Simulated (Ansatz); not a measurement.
## GaN: energy above lowest point against volume scale

Results calculated with Ansatz 0.2.0, not measured. Free energy against uniform scaling of the volume at fixed shape and fractions; periodic cell, basis, potentials, k mesh and filling as listed.

The cell before it is scaled or strained (space group F-43m, No. 216):
```
cell vectors (Å)
   0.0000     2.2535     2.2535
   2.2535     0.0000     2.2535
   2.2535     2.2535     0.0000
atoms (fractions of the cell vectors)
Ga  0.00000  0.00000  0.00000
N   0.75000  0.75000  0.75000
```

Settings of every row: functional PBE; dispersion none; potentials all-electron LAPW; k mesh 8x8x8; k shift 0x0x0; occupations fixed; smearing width 0 eV; spin none.

| row | volume scale | V (Å³/atom) | energy above lowest point (meV/atom) |
| --- | --- | --- | --- |
| 1 | 0.94 | 10.757 | 53.5 |
| 2 | 0.97 | 11.101 | 21.8 |
| 3 | 1 | 11.444 | ? |
| 4 | 1.03 | 11.787 | 0 |
| 5 | 1.06 | 12.13 | 6 |

Question: what energy above lowest point should row 3 give?

Worked fit of energy above lowest point. Take u = (V_r/V)^(2/3) − 1 with V_r = 11.444 Å³ an atom, which is twice the finite (Eulerian) strain; such expansions in the strain, on which the Birch-Murnaghan equation of state is built, carry the rest volume and the bulk modulus. The shown rows have u = 0.04214, 0.02049, -0.0195, -0.03807. Least squares give energy above lowest point = 4.69 + 531.4 × u + 14873 × u² meV/atom; a straight line predicts inner rows, each left out in turn, worse (root mean square 14 against 0.05 meV/atom). All shown rows lie on it to the printed digit. Its lowest point lies at u = -0.0179, or V = 11.76 Å³ an atom, and the curvature there gives the bulk modulus at fixed shape and fractions, B = (4/9)(1 + u)² E″(u)/V = 174 GPa. The withheld row has u = 0, so the fit gives 4.69 + 531.4 × (0) + 14873 × (0)² = 4.7 meV/atom.

The calculation gave 4.6 meV/atom. The fit lies 0.1 meV/atom (0.19 % of the column's range) above it, one unit of the last digit.
